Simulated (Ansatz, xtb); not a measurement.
## Two isomers of Cl2H4SiSn

We compare X, `Cl[SiH2][SnH2][Cl]`, a singlet, with Y, `[SiH3][SnH]([Cl])[Cl]`, a singlet. Both are isolated molecules in the gas phase, relaxed with r2SCAN-D4/def2-SVP; each stands in its lowest conformer found.

Which of the two would you expect CCSD(T)/def2-SVP + ΔMP2/def2-TZVPP electronic energies to favour?

Structure Y; the calculation gives E(Y) − E(X) = −1.80 kcal/mol.

The same difference at several levels:

```json
{"level": "GFN2-xTB", "geometry": "GFN2-xTB", "E(Y) − E(X) (kcal/mol)": "−4.86", "departure from the last row (kcal/mol)": "−3.06", "job, with rough time for the two": "optimisation, 0.54 s"}
{"level": "HF/STO-3G", "geometry": "GFN2-xTB", "E(Y) − E(X) (kcal/mol)": "−14.15", "departure from the last row (kcal/mol)": "−12.36", "job, with rough time for the two": "single point, 4.5 s"}
{"level": "r2SCAN-D4/def2-SVP//GFN2-xTB", "geometry": "GFN2-xTB", "E(Y) − E(X) (kcal/mol)": "−6.09", "departure from the last row (kcal/mol)": "−4.29", "job, with rough time for the two": "single point, 17 s"}
{"level": "r2SCAN-D4/def2-SVP", "geometry": "r2SCAN-D4/def2-SVP", "E(Y) − E(X) (kcal/mol)": "−3.91", "departure from the last row (kcal/mol)": "−2.11", "job, with rough time for the two": "optimisation, 1.9 min"}
{"level": "HF/def2-SVP", "geometry": "r2SCAN-D4/def2-SVP", "E(Y) − E(X) (kcal/mol)": "−4.10", "departure from the last row (kcal/mol)": "−2.30", "job, with rough time for the two": "part of the CCSD(T) run"}
{"level": "MP2/def2-SVP", "geometry": "r2SCAN-D4/def2-SVP", "E(Y) − E(X) (kcal/mol)": "−3.96", "departure from the last row (kcal/mol)": "−2.16", "job, with rough time for the two": "part of the CCSD(T) run"}
{"level": "CCSD(T)/def2-SVP", "geometry": "r2SCAN-D4/def2-SVP", "E(Y) − E(X) (kcal/mol)": "−4.04", "departure from the last row (kcal/mol)": "−2.24", "job, with rough time for the two": "single point"}
{"level": "CCSD(T)/def2-SVP + ΔMP2/def2-TZVPP", "geometry": "r2SCAN-D4/def2-SVP", "E(Y) − E(X) (kcal/mol)": "−1.80", "departure from the last row (kcal/mol)": "", "job, with rough time for the two": "single point, 1.8 min"}
```

As drawn, Y has 1 Cl–Sn, 1 Si–H in place of 1 Cl–Si, 1 Sn–H.

The levels shown agree on the order. The largest departure from CCSD(T)/def2-SVP + ΔMP2/def2-TZVPP is that of HF/STO-3G, 12.36 kcal/mol. The last row adds to CCSD(T) the change of the MP2 difference between the two basis sets, here +2.24 kcal/mol.

With harmonic frequencies from r2SCAN-D4/def2-SVP (ideal gas, rigid rotor, one conformer each, 400 K, 1 atm): on the last row, ΔE + ΔZPE = −1.70 kcal/mol. A mode under 50 cm⁻¹ makes harmonic enthalpies and free energies unreliable, so none is given.

The correlated steps freeze 19 core orbitals; the filled d shell of Sn is correlated, in a basis made for valence electrons. Atoms past krypton carry core potentials in the def2 sets, other sets are all-electron and non-relativistic, and no spin–orbit term is included. Programs: Ansatz 0.2.0, xtb 6.7.1; the last row on 1 thread of AMD EPYC (Zen 3) on a shared host.

Y, with both chlorines on tin, comes out slightly lower in energy, and zero-point motion barely alters the gap. The isomerisation trades a Si–Cl and a Sn–H bond for a Sn–Cl and a Si–H bond. Silicon forms the stronger bond to both chlorine and hydrogen, so the two changes largely cancel. The small preference for Y suggests that the gain in moving hydrogen from tin to silicon just outweighs the cost of moving chlorine the other way, although interactions between the substituents may contribute as well.

In the def2-SVP basis, HF, MP2 and CCSD(T) nearly coincide, so correlation has little net effect on the difference there. Enlarging the basis matters far more, probably because polar Si–Cl bonds need flexible polarisation functions. That shift of +2.24 kcal/mol exceeds the remaining preference of 1.80 kcal/mol, so the sign is only tentatively settled despite the agreement among levels. The energy difference says nothing about the barrier to exchanging chlorine and hydrogen between the two centres.
